\section*{The neutral phason: what Coulomb forces do to the phase mode of the charge-density wave in TbTe$_3$}

Below an approximate transition temperature $T_i \approx 336$~K, TbTe$_3$ carries a charge-density wave (CDW). The average structure is $Cmcm$, with $b$ normal to the Te layers. We take $x\parallel a$ and $z\parallel c$, and keep all wave vectors $\mathbf k$ in the $a$--$c$ plane. The modulation vector is approximately $q = 0.70\,c^*$ along $z$, near $5/7$ but incommensurate. The standard dispersion of the CDW modes assumes that distorting the phase creates no electric field. Here we drop that assumption.

\subsection*{The standard result}

Write the displacement field as $\mathrm{Re}[Q\,e^{iqz}]$ with a slowly varying $Q=\rho e^{i\varphi}$. We normalise $Q$ so that the kinetic energy density is $|\dot Q|^2$. The Landau free energy density is
\begin{equation}
F = a|Q|^2+\tfrac{b}{2}|Q|^4+D|\nabla Q|^2 ,\qquad a\propto T-T_i ,
\end{equation}
with $a$ in s$^{-2}$ and $D$ in cm$^2$/s$^2$. Above $T_i$ the soft modes at $\pm q+\mathbf k$ have $\omega^2=a+Dk^2$. Below $T_i$ the minimum lies at $\rho_0^2=-a/b$. Setting $Q=\rho_0+u+iw$, with $w=\rho_0\varphi$ for small $\varphi$, the quadratic part is
\begin{equation}
F_2=-2a\,u^2+D|\nabla u|^2+D|\nabla w|^2 .
\end{equation}
With kinetic energy $\dot u^2+\dot w^2$ this gives the amplitudon and the phason,
\begin{equation}
\omega_A^2(k)=-2a+Dk^2,\qquad \omega_\varphi^2(k)=Dk^2 .
\label{eq:bare}
\end{equation}
The phason is gapless because a uniform shift of $\varphi$ costs nothing when $q$ is incommensurate. In a phase locked at $pq=G$, a term $-B_p\rho^p\cos p\varphi$ gives the gap $\omega_\varphi^2(0)=p^2B_p\rho_0^{\,p-2}/2$. We treat the incommensurate case.

\subsection*{Where neutrality enters}

$F$ is local and contains $Q$ alone. The electrostatic potential $V$ was left out when $F$ was written, and symmetry does not justify that. Operations that keep $q$ multiply $Q$ by a constant phase factor. Operations that reverse $q$ conjugate $Q$ and also send $z\to -z$. The combination $\mathrm{Im}(Q^*\partial_zQ)=\rho^2\partial_z\varphi$, the Lifshitz invariant, is therefore unchanged by the whole space group. It is absent from $F$ only because $q$ was chosen at the minimum of the soft branch. Its product with the scalar $V$ is allowed, which means that a phase gradient carries a bound charge density
\begin{equation}
\varrho_b=-\beta\rho_0^2\,\partial_z\varphi=-\partial_zP,\qquad P=Zw,\qquad Z=\beta\rho_0 .
\end{equation}
If the modulated phase keeps the point group $mmm$, the amplitudon at $k=0$ is $A_g$ and Raman active, while the phason transforms like $z$ ($B_{1u}$) and is infrared active. The phason is a polar mode, and Eq.~\eqref{eq:bare} is the analogue of computing phonons in GaAs without the LO--TO splitting.

\subsection*{The correction}

Add $-PE_z$ to the energy and take fields $\propto e^{i(\mathbf k\cdot\mathbf r-\omega t)}$. The equation of motion is $2(Dk^2-\omega^2)w=ZE_z$. Gauss's law for a longitudinal field in a medium with in-plane isotropic dielectric function $\varepsilon(k,\omega)$ gives $E_z=-P\cos^2\theta/(\varepsilon_0\varepsilon)$, where $\theta$ is the angle between $\mathbf k$ and $z$. Hence
\begin{equation}
\omega^2=Dk^2+\frac{\Omega^2\cos^2\theta}{\varepsilon(k,\omega)},\qquad \Omega^2=\frac{Z^2}{2\varepsilon_0}.
\label{eq:general}
\end{equation}
In an insulator $\varepsilon$ is a constant $\varepsilon_b$, and the longitudinal phason ($\theta=0$) acquires a gap $\omega_L=\Omega/\sqrt{\varepsilon_b}$ with no lock-in term at all.

TbTe$_3$ stays metallic, since the CDW gaps only part of the Fermi surface. Describe the remaining carriers by drift and diffusion, $j=\sigma E-\mathcal D\nabla\varrho_n$, with the degenerate Einstein relation $\sigma=e^2N_n\mathcal D$. Here $N_n$ is their density of states at the Fermi level, per volume and with both spins. Continuity gives $\varrho_n=-ik\sigma E/(\mathcal Dk^2-i\omega)$, so
\begin{equation}
\varepsilon=\varepsilon_b+\frac{\sigma}{\varepsilon_0(\mathcal Dk^2-i\omega)} .
\label{eq:eps}
\end{equation}
For $\omega\ll\mathcal Dk^2$ this is Thomas--Fermi screening, $\varepsilon=\varepsilon_b(1+1/k^2L^2)$ with $L^2=\varepsilon_0\varepsilon_b/(e^2N_n)$, and Eq.~\eqref{eq:general} becomes
\begin{equation}
\omega_\varphi^2=Dk^2\left[1+\frac{r\cos^2\theta}{1+k^2L^2}\right],\qquad r=\frac{\omega_L^2L^2}{D}=\frac{Z^2}{2e^2N_nD}.
\label{eq:static}
\end{equation}
Screening removes the gap, but a correction of the same order in $k$ as the original term survives. When the carrier term dominates $\varepsilon_b$ in Eq.~\eqref{eq:eps}, the longitudinal mode obeys
\begin{equation}
\omega^2+i\Gamma\omega-(1+r)Dk^2=0,\qquad \Gamma=\frac{rD}{\mathcal D}=\frac{\varepsilon_0\Omega^2}{\sigma}.
\label{eq:damped}
\end{equation}
The term in $r$ is the energy needed to compress the screening carriers, and $\Gamma$ is the Joule loss of their counterflow. The mode propagates for $k>k_c=\Gamma/(2c_z)$, with $c_z^2=(1+r)D$. For $k\ll k_c$ the slow root is diffusive, $\omega\approx-i\mathcal Dk^2(1+r)/r$.

\subsection*{A band model for $D$ and $r$}

The Landau expansion does not fix $Z$ or $D$. The linear phason branch, however, follows from symmetry at any temperature below $T_i$, so we may evaluate both at low temperature in a simple model. The conduction bands come from Te $5p$ orbitals of square Te nets. They form two families of chains, along $\mathbf d_{1,2}=(\pm\hat x+\hat z)/\sqrt2$, with Fermi velocity $v_F$. We linearise the bands, neglect the warping of the sheets, and split the total density of states $N$ sharply into a gapped part $N_c=gN$ with one gap $2\Delta$ and a normal part $N_n=(1-g)N$.

On family $j$ a phase gradient changes the local $2k_F$ by $\mathbf d_j\cdot\nabla\varphi$. The gap centre moves by $U_j=\hbar v_F\,\mathbf d_j\cdot\nabla\varphi/2$. The filled states follow the gap, so the carrier density changes by $(N_c/2)U_j$, at a compression energy $(N_c/2)U_j^2/2$. Summing the two families, with $v_z=v_F/\sqrt2$,
\begin{equation}
\delta n=\tfrac12N_c\hbar v_z\,\partial_z\varphi,\qquad D\rho_0^2|\nabla\varphi|^2=\tfrac18N_c\hbar^2v_z^2|\nabla\varphi|^2 .
\label{eq:micro}
\end{equation}
The bare stiffness is isotropic in the plane. A gradient along $x$ fills one family and empties the other, so it carries no net charge, as symmetry requires. With $|Z|\rho_0=eN_c\hbar v_z/2$, Eq.~\eqref{eq:static} gives
\begin{equation}
r=\frac{N_c}{N_n}=\frac{g}{1-g},\qquad \frac{c_z}{c_x}=\sqrt{1+r}=\frac{1}{\sqrt{1-g}},
\label{eq:r}
\end{equation}
where $c_x=\sqrt D$ is the uncorrected speed. The velocity, the gap and the dielectric constant cancel. The structure is that of two quantum capacitances in series: charge moved into the gapped states is taken from the normal carriers, and the energy is $\delta n^2/2N_c+\delta n^2/2N_n$. If $v_z$ varies over the gapped area, $r$ is multiplied by $\langle|v_z|\rangle^2/\langle v_z^2\rangle\le1$.

The absolute speed needs the inertia. The CDW couples pairs of states of band energies $\pm\xi$, with $N_c/2$ pairs per unit $\xi$, into levels $\pm E$ with $E=\sqrt{\xi^2+\Delta^2}$. Integrating $|\xi|-E$ up to a large cutoff and adding the elastic energy, quadratic in $\Delta$, gives
\begin{equation}
\mathcal E(\Delta)=\tfrac12N_c\Delta^2\left[\ln(\Delta/\Delta_0)-\tfrac12\right],\qquad \mathcal E''(\Delta_0)=N_c .
\end{equation}
For a single lattice mode the kinetic energy is $K(\dot\Delta^2+\Delta^2\dot\varphi^2)$. Then $\omega_A^2=N_c/2K$ at $k=0$, $\rho_0^2=K\Delta_0^2$, and Eq.~\eqref{eq:micro} yields (dropping the subscript on $\Delta_0$)
\begin{equation}
c_x=\omega_A\ell,\qquad \ell=\frac{\hbar v_z}{2\Delta},
\end{equation}
the heavy-mass limit of the theory of Lee, Rice and Anderson (1974). The gradient expansion holds for $k\ell\ll1$.

The gapped electrons also polarise. The dipole matrix element across the gap is $\hbar v_F\Delta/2E^2$ along the chain and the transition energy is $2E$. With $\omega_c^2=e^2N_cv_z^2/\varepsilon_0$,
\begin{equation}
\chi_\Delta=(\hbar\omega_c)^2\int_{-\infty}^{\infty}\frac{\Delta^2\,d\xi}{8E^5}=\frac23\left(\frac{\hbar\omega_c}{2\Delta}\right)^2,\qquad
\omega_L^2=\frac{\omega_A^2}{\varepsilon_b}\left(\frac{\hbar\omega_c}{2\Delta}\right)^2 .
\end{equation}
If $\chi_\Delta$ dominates $\varepsilon_b$, then $\omega_L^2\to\tfrac32\omega_A^2$.

\subsection*{Size in TbTe$_3$}

We take approximate inputs for temperatures well below $T_i$: $a\approx c\approx0.43$~nm, $b\approx2.55$~nm with four Te nets per cell, $\hbar v_F\approx1.0$~eV\,nm, $2\Delta\approx0.5$~eV, $\omega_A/2\pi\approx2.2$~THz, $g\approx0.3$, and an in-plane resistivity of order $5~\mu\Omega$\,cm.

A chain has $2/(\pi\hbar v_F)$ states per energy and length, and chains of one family are $c/\sqrt2=0.304$~nm apart. Two families and four nets give
\begin{equation}
N=\frac{16\sqrt2}{\pi\hbar v_F\,c\,b}=6.6\times10^{21}\ \mathrm{eV^{-1}cm^{-3}} .
\end{equation}
Further, $v_F=1.5\times10^8$~cm/s, $\ell=1.4$~nm and $c_x=2.0\times10^6$~cm/s, which is $0.018\,v_z$. In this model $c_x$ does not depend on $g$. The gapped fraction is the least certain input, so we vary it:
\begin{center}
\begin{tabular}{cccc}
$g$ & $r$ & $c_z/c_x$ & $c_z$ ($10^6$ cm/s)\\ \hline
0.2 & 0.25 & 1.12 & 2.2\\
0.3 & 0.43 & 1.20 & 2.3\\
0.4 & 0.67 & 1.29 & 2.5
\end{tabular}
\end{center}
The ratios are shown to two decimals to display the trend; the sharp split of the Fermi surface supports the statement that the longitudinal phason is faster by 10 to 30\%, not more. The absolute speeds also rest on the single-mode inertia and are order-of-magnitude values.

For $g=0.3$, $\hbar\omega_c=4.2$~eV and $\chi_\Delta=48$, so we set $\varepsilon_b\approx50$. Then $L=0.78$~nm. Without normal carriers the gap would be $\omega_L/2\pi=2.6$~THz, above the amplitudon. At $k=0.2$~nm$^{-1}$, Eq.~\eqref{eq:static} raises the phason from 0.62~THz ($\mathbf k\parallel a$) to 0.74~THz ($\mathbf k\parallel c$). There $(kL)^2=0.024$, smaller than $(k\ell)^2=0.08$, which sets the scale of the neglected $k^4$ gradient terms. The denominator $1+k^2L^2$ is thus beyond the accuracy of the expansion, and only $r$ is significant.

The Einstein relation gives $\mathcal D=2.7\times10^2$~cm$^2$/s, and the two-dimensional relation $\mathcal D=v_Fl/2$ gives a mean free path $l=36$~nm. Then $\Gamma=6.0\times10^9$~s$^{-1}$, or $\Gamma/2\pi=0.96$~GHz, and $k_c=0.13~\mu$m$^{-1}$, a wavelength of 49~$\mu$m. For $kl>1$ drift and diffusion fail. Because the phason is much slower than the electrons, screening remains static there up to relative terms of order $c_x/v_z$, and Eq.~\eqref{eq:static} still applies.

\subsection*{Approach to $T_i$}

Since $Z^2\propto\rho_0^2$ while $D$ stays finite, $r\propto|Q|^2$ vanishes at $T_i$, and Eq.~\eqref{eq:bare} is exact in this respect as $T\to T_i$. In the model, thermally excited quasiparticles restore a fraction $Y$ of the gapped compressibility. With the chemical potential shifted by $\delta\mu$ and the gap centre by $U$, the density is $\delta n=N_cU+N_cY(\delta\mu-U)$. The static results therefore hold with $g\to g(1-Y)$, where
\begin{equation}
Y=\int_{-\infty}^{\infty}\frac{d\xi}{4k_BT\cosh^2(E/2k_BT)},\qquad 1-Y\approx\frac{7\zeta(3)\Delta^2}{4\pi^2k_B^2T^2}\quad(\Delta\ll k_BT).
\end{equation}
The weak-coupling gap equation gives $t=1-T/T_i\approx7\zeta(3)\Delta^2/(8\pi^2k_B^2T^2)$, so $1-Y\approx2t$. At 300~K, $t=0.11$, the effective fraction is 0.064, $r=0.07$, and the speed rises by 3\%. The inputs give $2\Delta/k_BT_i=17$, far above the weak-coupling ratio 3.53, so the gap should freeze out quasiparticles faster than this. Room-temperature $r$ is then expected between 0.07 and the low-temperature value 0.43.

\subsection*{Terms that compete}

\emph{Charge of the amplitudon.} Symmetry also allows $V|Q|^2$. It vanishes for linearised bands and enters as $\delta n=N_c(U+s\,\delta\Delta)$ with $s$ of order $\Delta/\hbar v_Fk_F$. With $2k_F=q/\sqrt2$ along a chain, $k_F=3.6$~nm$^{-1}$ and $s\sim0.07$. Minimising $\tfrac12N_c[r(U+s\,\delta\Delta)^2+\delta\Delta^2]$ over $\delta\Delta$ gives $r\to r/(1+rs^2)$, with $s^2\sim0.005$. This is negligible for the phason, and the amplitudon is unchanged to the same order.

\emph{Retardation.} Eq.~\eqref{eq:general} is electrostatic. A transverse phason also drives eddy currents, negligible if $k^2\gg\omega\mu_0\sigma$, that is $k\gg c_x\mu_0\sigma=0.49~\mu$m$^{-1}$. Below that scale the transverse mode acquires a damping that tends to the same $\Gamma$.

\emph{Pinning.} Impurities break the CDW into phase-coherent domains of size $L_d$ and produce a pinning frequency of order $c_z/L_d$. For an assumed $L_d=1~\mu$m this is $2.3\times10^{10}$~s$^{-1}$, larger than $\Gamma$. The diffusive regime below $k_c$ is then hidden.

\emph{Direct friction.} The soft phonon at $q$ decays into electron--hole pairs and other phonons, which adds a rate $\gamma$ to $\Gamma$. For an assumed $\gamma/2\pi=0.1$~THz, $\gamma/\Gamma=1.0\times10^2$, and the phason propagates only for $k>\gamma/2c_z=0.013$~nm$^{-1}$.

The Coulomb damping is therefore not the leading loss, while the stiffening is robust. It acts for $\gamma/2c_z<k\ll1/\ell$, and it also enters static quantities, since Eq.~\eqref{eq:static} at $kL\ll1$ replaces the phase stiffness along $c$ by $(1+r)D$. Whatever depletes the normal carriers while keeping the CDW raises $r=N_c/N_n$ and lengthens $L$, and as $N_n\to0$ the longitudinal branch goes over to $\omega^2=\omega_L^2+Dk^2$ while the transverse branch keeps $\omega^2=Dk^2$.